# Electrocaloric upper bound: the alignment assumption $P_{\rm sat}=N\mu$

The saturation bound on the electrocaloric temperature change (Pirc, Kutnjak, Blinc and Zhang, 2011) is

$$\Delta T_{\rm b}=\frac{T\ln\Omega\;P_{\rm sat}^2}{3\varepsilon_0 C c}.$$

Here $\Omega$ is the number of equivalent orientations of a dipolar entity, $P_{\rm sat}$ the saturation polarisation along the field, $C$ the Curie constant in kelvin, defined by $P=\varepsilon_0\chi E$ and $\chi=C/(T-T_0)$, and $c$ the heat capacity per volume of everything other than the dipole orientations. The formula assumes that the field points along one of the $\Omega$ allowed directions for every entity. A film of randomly oriented grains does not satisfy this. The numbers below are for a model of a PLZT 8/65/35 film, approximately Pb$_{0.92}$La$_{0.08}$(Zr$_{0.65}$Ti$_{0.35}$)O$_3$, a relaxor whose local dipoles are taken to lie along the eight $\langle111\rangle$ directions of the pseudocubic cell.

## Where the assumption enters

There are $N$ entities per volume, each with a rigid moment $\mu\,\mathbf e_\alpha$, $\alpha=1,\dots,\Omega$. The field is $E\mathbf n$ with $|\mathbf n|=1$, and $k$ is Boltzmann's constant.

1. **Entropy.** The orientational entropy per volume lies between 0 and $Nk\ln\Omega$, so a field removes $\Delta S\le Nk\ln\Omega$.
2. **Adiabatic balance.** The removed entropy goes to the lattice. For constant $c$, $c\ln(T_2/T_1)=\Delta S$, and to first order $\Delta T=T\Delta S/c$.
3. **Curie constant.** For independent entities in a weak field, $P=N\mu^2E\,m_2/kT$ with $m_2=\Omega^{-1}\sum_\alpha(\mathbf e_\alpha\cdot\mathbf n)^2$. The formula takes $m_2=1/3$, so $C=N\mu^2/3\varepsilon_0k$.
4. **Saturation.** $P_{\rm sat}=N\mu$. With step 3 this eliminates $\mu$: $Nk=P_{\rm sat}^2/3\varepsilon_0C$.

Step 1 is an inequality that holds for any geometry. Step 3 also survives misalignment. For the eight vectors $(\pm1,\pm1,\pm1)/\sqrt3$ the cross terms cancel in the sum and $m_2=(n_1^2+n_2^2+n_3^2)/3=1/3$ for every $\mathbf n$, because a second-rank tensor of cubic symmetry is isotropic. Step 4 does not survive. In a strong field each entity takes the allowed direction closest to $\mathbf n$, at an angle $\theta$, and contributes only $\mu\cos\theta$ along the field. The number $N$ is never observed; it is inferred from $P_{\rm sat}$ and $C$. An inference that comes out too small makes the "bound" too small, which is the dangerous direction for an upper limit.

Misalignment has a second effect. For special field directions several orientations tie for the lowest energy, and the field cannot remove all of $\ln\Omega$. The two effects have opposite signs.

## The correction at saturation

Let $\langle\ \rangle$ be the average over grain orientations and $\sigma$ the entropy removed per entity in units of $k$. Then $P_{\rm sat}=N\mu\langle\cos\theta\rangle$, and eliminating $\mu$ with $C=N\mu^2/3\varepsilon_0k$ gives

$$Nk=\frac{P_{\rm sat}^2}{3\varepsilon_0C\langle\cos\theta\rangle^2},\qquad \Delta T_{\rm sat}=F\,\Delta T_{\rm b},\qquad F=\frac{\langle\sigma\rangle}{\langle\cos\theta\rangle^2\ln\Omega}.$$

For $\Omega=8$ write $\mathbf e=(\tau_1,\tau_2,\tau_3)/\sqrt3$ with $\tau_i=\pm1$. The field energy is a sum over the three signs, $-\mu E\sum_i\tau_in_i/\sqrt3$. The lowest state has $\tau_i=\operatorname{sign}n_i$, so

$$\cos\theta=\frac{|n_1|+|n_2|+|n_3|}{\sqrt3}.$$

A component $n_i=0$ leaves $\tau_i$ free. If $j$ components are non-zero, the field fixes $j$ signs and $\sigma=j\ln2$.

**Ideal textures.** For a film normal along [111], [110] or [001] the $j=3,2,1$ non-zero components each equal $1/\sqrt j$, so $\cos^2\theta=j/3$. Then $F=j\ln2/[(j/3)\,3\ln2]=1$. The loss of polarisation and the loss of removable entropy cancel exactly.

**Random grains.** For a unit vector uniform on the sphere each Cartesian component is uniform on $[-1,1]$, so $\langle|n_i|\rangle=1/2$ and $\langle\cos\theta\rangle=\sqrt3/2=0.866$. Directions with a vanishing component have zero weight, so $\langle\sigma\rangle=\ln8$ and

$$F_{\rm random}=\frac43 .$$

| Film normal | $\langle\cos\theta\rangle^2$ | $\langle\sigma\rangle$ | $F$ |
|---|---|---|---|
| [111] | 1 | $3\ln2$ | 1 |
| [110] | 2/3 | $2\ln2$ | 1 |
| [001] | 1/3 | $\ln2$ | 1 |
| random | 3/4 | $3\ln2$ | 4/3 |

**Imperfect textures.** A [111] film with a small spread of tilts has $\langle\cos\theta\rangle\approx1-\langle\theta^2\rangle/2$ and $F\approx1+\langle\theta^2\rangle$. An illustrative r.m.s. tilt of 5° (0.0873 rad) gives 0.8 %. A [001] film is singular: any generic tilt makes all three components non-zero, so $\sigma$ jumps to $\ln8$ while $\cos^2\theta$ stays near 1/3, and $F$ approaches 3. In the same way a slightly tilted [110] film has $\cos^2\theta$ near 2/3 and $F$ approaching 3/2. Either limit needs a field strong enough to order a sign through a tiny component $n_i$. The random film contains the same problem, since many grains have one small component. The factor 4/3 therefore has to be examined at finite field.

## How slowly misaligned grains saturate

Interactions are included in mean field. Within a grain each entity feels $E\mathbf n+\gamma\mathbf P$, where $\mathbf P$ is that grain's polarisation and $\gamma$ is a scalar by cubic symmetry. Every grain is assumed to see the applied field; charges at grain boundaries and strain from the substrate are ignored. With $y_i=\mu(En_i+\gamma P_i)/\sqrt3kT$ the single-entity partition function factorises, $Z=\prod_i2\cosh y_i$, and the thermal mean of $\tau_i$ is $m_i=\tanh y_i$. Since $P_i=N\mu m_i/\sqrt3$,

$$y_i=a\,n_i+t\tanh y_i,\qquad a=\frac{\mu E}{\sqrt3\,kT},\qquad t=\frac{\gamma N\mu^2}{3kT}=\frac{T_0}{T}.$$

Linearising gives $m_i=an_i/(1-t)$ and $\chi=C/(T-T_0)$, which identifies $T_0=\gamma\varepsilon_0C$. We take $t<1$, so the zero-field state has $m_i=0$ and the full entropy $\ln8$. Each sign carries the entropy

$$s=\ln(2\cosh y)-y\tanh y=\ln2-f(m),\qquad f(m)=\tfrac12\left[(1+m)\ln(1+m)+(1-m)\ln(1-m)\right].$$

For random grains each $|n_i|=n$ is uniform on $[0,1]$. The residual entropy per entity and the reduced polarisation $p=P/N\mu$ along the field are

$$s_{\rm res}=3\int_0^1 s\,dn,\qquad p=\sqrt3\int_0^1 n\,m\,dn .$$

The substitution $n=(y-t\tanh y)/a$, $dn=(1-t\,\mathrm{sech}^2y)\,dy/a$ removes the implicit equation:

$$s_{\rm res}=\frac3a\int_0^Y s(y)\,(1-t\,\mathrm{sech}^2y)\,dy,\qquad p=\frac{\sqrt3}{a^2}\int_0^Y(y-t\tanh y)\tanh y\,(1-t\,\mathrm{sech}^2y)\,dy,$$

where $Y-t\tanh Y=a$.

For large $a$ the upper limit of the entropy integral goes to infinity, up to terms of order $e^{-2Y}$ times powers of $Y$. Writing $s=\ln(1+e^{-2y})+2y/(e^{2y}+1)$, each term integrates to $\pi^2/24$, so $\int_0^\infty s\,dy=\pi^2/12$. With $\mathrm{sech}^2y\,dy=dm$, $\int_0^1 s\,dm=\ln2-\tfrac12\int_0^2u\ln u\,du=\tfrac12$. For the polarisation use the deficit $\sqrt3/2-p=\sqrt3\int_0^1n(1-m)\,dn$. Its four pieces are $\int_0^\infty y(1-m)\,dy=\pi^2/24$, $\int_0^\infty m(1-m)\,dy=1-\ln2$, $\int_0^1y(1-m)\,dm=\ln2-\tfrac12$ and $\int_0^1m(1-m)\,dm=\tfrac16$, with coefficients $1,-t,-t,t^2$. The results are

$$s_{\rm res}\simeq\frac{3}{a}\left(\frac{\pi^2}{12}-\frac t2\right),\qquad p\simeq\frac{\sqrt3}{2}-\frac{\sqrt3}{a^2}\left(\frac{\pi^2}{24}-\frac t2+\frac{t^2}{6}\right).$$

In an aligned [111] film all three $y_i$ are equal and large, and the residual entropy $3(1+2y)e^{-2y}$ dies exponentially. In the random film it falls only as $1/E$. The reason is the fraction of order $1/a$ of components with $n\lesssim1/a$, whose signs stay disordered. These signs hold about $\ln2$ of entropy each but project on the field with the small weight $n$, so the polarisation deficit falls faster, as $1/E^2$. A polarisation loop can look flat while much of the entropy is still there.

In practice one inserts the polarisation at the highest field reached, $P(E)=N\mu p$, in place of $P_{\rm sat}$. The useful quantity is then the ratio of the model's temperature change to that estimate,

$$R(E)=\frac{\ln8-s_{\rm res}}{p^2\ln8}.$$

At weak field $f\approx m^2/2$, every grain has $\mathbf P\parallel\mathbf n$, $\sigma=3p^2/2$, and $R=3/(2\ln8)=0.721$ for any texture. For the three ideal textures $R=f(m)/(m^2\ln2)$. Since $f=\sum_{l\ge1}m^{2l}/[2l(2l-1)]$ has positive terms and sums to $\ln2$ at $m=1$, $f/m^2$ rises monotonically to $\ln2$, and $R\le1$ at every field. The formula is a true bound there. For random grains $R$ runs from 0.721 to 4/3 and must cross 1.

## Size in the PLZT 8/65/35 film model

The inputs are typical or assumed values:

- $T=320$ K and $E=120$ MV m$^{-1}$, a field of the size that thin films typically withstand;
- $P_{\rm sat}=0.60$ C m$^{-2}$, assumed, for the orientational polarisation of the random film in the limit of infinite field;
- $C=1.5\times10^5$ K, the typical order for lead perovskites;
- $c=2.6\times10^6$ J K$^{-1}$ m$^{-3}$ and a pseudocubic lattice parameter of 0.408 nm, both approximate;
- $T_0=170$ K, chosen so that the weak-field susceptibility $C/(T-T_0)=1000$ is typical of such a film. It is an effective parameter and not a transition temperature. It gives $t=0.531$.

**At saturation.**

| | aligned formula | random grains |
|---|---|---|
| $N$ (10$^{27}$ m$^{-3}$) | 6.5 | 8.7 |
| entities per unit cell | 0.44 | 0.59 |
| $\mu$ (10$^{-29}$ C m) | 9.2 | 7.9 |
| $\Delta S$ (10$^5$ J K$^{-1}$ m$^{-3}$) | 1.88 | 2.51 |
| $\Delta T$ (K) | 23 | 31 |

The correction at saturation is +33 %, or 7.7 K in the model. The cell density is $1.47\times10^{28}$ m$^{-3}$, so the corrected $N$ stays below one entity per cell, as it must. The inferred entity has a moment of 24 D and occupies less than two cells. It is an effective unit defined by $P_{\rm sat}$ and $C$, and should not be pictured as a polar nanoregion several nanometres across. Only two figures are given for $\Delta T$ because step 2 was linearised: with $x=\Delta S/c=0.096$ the exact form $T(e^x-1)$ is larger by the factor $(e^x-1)/x=1.05$.

**At 120 MV m$^{-1}$.** With $\mu=(\sqrt3/2)\,3\varepsilon_0kC/P_{\rm sat}$ the reduced field is

$$a=\frac{3\varepsilon_0CE}{2P_{\rm sat}T}=1.245,$$

and $Y=1.745$. This is too small for the large-$a$ form, which gives $s_{\rm res}=1.34$. The full integrals give $s_{\rm res}=1.148$ out of $\ln8=2.079$, and $p=0.707$, that is $P=0.49$ C m$^{-2}$. The polarisation has reached 82 % of its saturation value while only 45 % of the entropy is removed. The table compares the random film with ideally textured films made of the same entities (same $N$, $\mu$, $t$ and field). The dipolar entropy is evaluated at the initial temperature.

| Film | $p$ | $\sigma/\ln8$ | $\Delta T$ (K) | $R$ |
|---|---|---|---|---|
| [111], $y=1.154$ | 0.819 | 0.562 | 17 | 0.838 |
| random | 0.707 | 0.448 | 14 | 0.895 |
| [001], $y=1.745$ | 0.543 | 0.269 | 8.3 | 0.912 |

For [111] the equation solved is $y=a/\sqrt3+t\tanh y$ with $p=m$ and $\sigma=3f$. For [001] it is $y=a+t\tanh y$ with $p=m/\sqrt3$ and $\sigma=f$.

Three statements follow for the model.

- Relative to the aligned film assumed in the derivation, random grains raise $R$ by the factor $0.895/0.838=1.07$ at this field. The 33 % of the saturation limit has shrunk to about 7 %.
- The formula evaluated with $P(E)=0.49$ C m$^{-2}$ gives 15 K against the model's 14 K, so it still acts as a bound, with a margin of about 10 %. That margin comes from incomplete saturation. It is not guaranteed by the derivation.
- The margin closes at higher field: $R=0.986$ at $a=2.0$ and $R=1.005$ at $a=2.2$, which correspond to 193 and 212 MV m$^{-1}$. Because $a\propto CE/P_{\rm sat}T$, a Curie constant larger by a factor of 1.6 at fixed $t$ would bring $a=2.0$ down to 120 MV m$^{-1}$. The inputs are not known well enough to exclude this.

The singular limit of the [001] texture is harmless at this field. For a tilt $\vartheta$ of the film normal from [001] the two transverse signs respond linearly, $m_i=an_i/(1-t)$ with $n_1^2+n_2^2\approx\vartheta^2$, and lose the entropy $a^2\langle\vartheta^2\rangle/2(1-t)^2$. For 5° r.m.s. this is 0.027, against 0.560 removed from the longitudinal sign.

## A competing effect: dipoles that tilt

The value 4/3 holds for rigid directions. PLZT 8/65/35 lies near the boundary between rhombohedral and tetragonal compositions, where the anisotropy is weak, so tilting towards the field has to be sized. Give each well a stiffness $\kappa$, with energy $\tfrac12\kappa\delta^2-\mu E\cos(\theta-\delta)$ for a tilt $\delta$. For $\mu E\ll\kappa$ the minimum is at $\delta=(\mu E/\kappa)\sin\theta$, and the projection grows by $\delta\sin\theta$. The average needed is $\langle\sin^2\theta\rangle$. From $\cos^2\theta=(1+2\sum_{i<j}|n_in_j|)/3$ and $\langle|n_in_j|\rangle=2/3\pi$,

$$\langle\sin^2\theta\rangle=\frac{2-4/\pi}{3}=0.242,\qquad F\approx\left[\frac{\sqrt3}{2}+0.242\,\frac{\mu E}{\kappa}\right]^{-2}.$$

In the model $\mu E/kT=\sqrt3a=2.16$. Counting discrete wells makes sense only for $\kappa\gg kT$. An illustrative $\kappa=10\,kT$ gives $\mu E/\kappa=0.22$ and $F\approx1.2$, so tilting removes nearly half of the geometric excess. It also opens a channel that $\ln\Omega$ does not count. The field stiffens both tilt modes from $\kappa$ to about $\kappa+\mu E\cos\theta$. A classical mode loses $\tfrac12\ln(1+\mu E\cos\theta/\kappa)$ of entropy, so the two together lose about $\mu E\langle\cos\theta\rangle/\kappa=0.19$ per entity with the nearest wells occupied, or 9 % of $\ln8$. The two tilt effects have opposite signs and similar size. The geometric part of $F$ for random grains lies between 1 and 4/3, and without a value of $\kappa$ it cannot be placed more closely.

## Other orientation sets

If $m_2\neq1/3$ the same elimination gives, for full removal of $\ln\Omega$, $F=3\langle m_2\rangle/\langle\cos\theta\rangle^2$. This covers the ferroelectrics of memory devices as a matter of geometry.

- **Six $\langle001\rangle$ directions, random grains.** Then $\cos\theta=\max_i|n_i|$. Projecting the sphere on a cube face gives $\langle\cos\theta\rangle=\frac{6}{4\pi}\int_{-1}^1\!\int_{-1}^1\frac{du\,dv}{(1+u^2+v^2)^2}=\frac{3\sqrt2}{\pi}\arctan\frac1{\sqrt2}=0.831$ and $F=1.45$. This would describe hafnia–zirconia if the polar axis of its orthorhombic phase could take any cube axis of the parent fluorite cell.
- **Two directions per grain, random grains.** $\langle m_2\rangle=1/3$, $\langle\cos\theta\rangle=1/2$, $F=4$. This is hafnia–zirconia if each grain can only reverse.
- **Two directions along the field.** $m_2=1$, $\cos\theta=1$, $F=3$, as for a $c$-axis wurtzite (Al,Sc)N film. Here it is step 3 that fails, and the 3 in the denominator of the formula must be replaced by 1.

These materials switch over large barriers, so thermal disorder over $\Omega$ states is a doubtful picture for them. The factors show only that the geometry can be wrong by far more than a third when $\Omega$ is small.

## How far to trust the kelvin values

The ratios $F$ and $R$ depend on geometry, $a$ and $t$. The temperatures scale with $P_{\rm sat}^2/Cc$ and belong to the model. As typical knowledge, the figure usually quoted for thin films of this composition at such a field is about 40 K, so the model's 14 K is low by roughly a factor of 3, and even its saturation value of 31 K falls short. For random grains the geometry of the rigid eight-direction model supplies at most the factor 4/3, which the 31 K already contains. Slightly tilted [110] and [001] textures have the larger saturation factors 3/2 and 3, but these rest on signs ordered through small components $n_i$, and at this field such signs lose little entropy (0.027 for the tilted [001] film above).

A smaller $C$ or a larger $P_{\rm sat}$ raises the saturation value but also lowers $a$. Eliminating $C$ in favour of $a$ gives, for random grains,

$$\Delta T=\frac{2P_{\rm sat}E}{3c}\,\frac{\sigma}{a},\qquad \sigma=\ln8-s_{\rm res},$$

with a prefactor of 18.5 K for the inputs above. Halving $C$ at fixed $P_{\rm sat}$ and $t$ gives $a=0.62$ and $\sigma=0.46$, which leaves $\Delta T$ at 14 K. The cap of one entity per cell is reached at $C=0.89\times10^5$ K for fixed $P_{\rm sat}$, or at $P_{\rm sat}=0.78$ C m$^{-2}$ for fixed $C$. At the first point, with $T_0$ readjusted to keep the susceptibility at 1000, the model gives 19 K; at the second, with $t$ unchanged, it also stays below 20 K. Neither change taken alone brings the finite-field result near 40 K. What remains is a joint change of several inputs or entropy outside the orientational count.

For work on our own films the rule is to record the texture together with $P_{\rm sat}$ and $C$. For an ideal [111], [110] or [001] texture the formula stands as written. For random rhombohedral-type grains the safe saturation limit of the rigid-dipole count is $\tfrac43\Delta T_{\rm b}$, and the uncorrected formula evaluated with $P(E)$ holds as a bound only while $a$ stays below about 2 at $t=0.531$.